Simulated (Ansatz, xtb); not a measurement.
**Two isomers of C3H10OSi2**

We compare I, `[SiH3][C@@H]1CO[C@H]1[SiH3]`, a singlet, with II, `[SiH3]C1([SiH3])CCO1`, a singlet. Both are isolated molecules in the gas phase, relaxed with r2SCAN-D4/def2-SVP.

Energies in hartree; the thermal terms are from GFN2-xTB frequencies at re-optimised GFN2-xTB minima (ideal gas, soft modes damped towards free rotors, one conformer each, 298.15 K, 1 atm) and include the zero-point energy:

|  | I | II |
| --- | --- | --- |
| E, CCSD(T)/def2-SVP | −772.666788 | −772.667431 |
| E, MP2/def2-SVP | −772.561783 | −772.562504 |
| E, MP2/def2-TZVPP | −773.181425 | −773.181424 |
| zero-point energy | 0.112629 | 0.112466 |
| H(298 K) − E | 0.122695 | 0.122689 |
| G(298 K) − E | 0.078666 | 0.078628 |

Task: Correct the CCSD(T) difference for the basis set by the MP2 change, then work out ΔE, ΔE₀, ΔH and ΔG for I → II in kcal/mol (1 Eh = 627.51 kcal/mol) and the equilibrium ratio [II]/[I].

Result: 1. Differences II − I: CCSD(T) −0.000643, MP2 in the small set −0.000721, MP2 in the large set +0.000001 Eh.
2. ΔE = −0.000643 + (+0.000001 − (−0.000721)) = +0.000079 Eh = +0.05 kcal/mol.
3. ΔE₀ = ΔE + ΔZPE = +0.000079 + (−0.000163) Eh = −0.05 kcal/mol.
4. ΔH = ΔE + (−0.000006) Eh = +0.05 kcal/mol.
5. ΔG = ΔE + (−0.000038) Eh = +0.03 kcal/mol, so ΔS = (ΔH − ΔG)/T = +0.3 J/(mol K).
6. kT = 0.9442 mEh, so K = [II]/[I] = exp(−ΔG/kT) = exp(−0.04) ≈ 0.96.

The two are too close for this level to say which is favoured. An error of 1 kcal/mol in ΔG would change K by a factor of 5.4. Mirror images and further conformers aren't counted.

As drawn, both hold the same kinds of bond in the same numbers.

Other levels gave ΔE = +0.2 (GFN2-xTB); +2.9 (HF/STO-3G, GFN2-xTB geometries); −0.4 (r2SCAN-D4/def2-SVP//GFN2-xTB); −0.5 (r2SCAN-D4/def2-SVP); +1.2 (HF/def2-SVP); −0.5 (MP2/def2-SVP); −0.4 (CCSD(T)/def2-SVP) kcal/mol. The correlated steps freeze 14 core orbitals. Programs: Ansatz 0.2.0, xtb 6.7.1.

The two isomers are practically isoenergetic, and neither zero-point motion nor entropy separates them. Both are disilyloxetanes, so most of the ring strain and the bond energies cancel. What remains is the position of one silyl group: next to oxygen in II, one carbon further away in I. Crowding at the doubly substituted carbon of II is probably modest because Si–C bonds are long, while the trans arrangement in I keeps its neighbouring silyl groups apart.

The near-zero difference also hides a balance between larger contributions. In the def2-SVP basis, Hartree–Fock favours I by 1.2 kcal/mol, whereas MP2 and CCSD(T) slightly favour II. Electron correlation therefore stabilises the geminal isomer more, which suggests greater medium-range attraction between groups gathered around one carbon. Enlarging the basis at the MP2 level then removes that small preference. The close agreement between MP2 and CCSD(T) suggests that correlation beyond second order matters little for this difference. The comparison says nothing about the cis form of I, where the silyl groups would share one face of the ring.
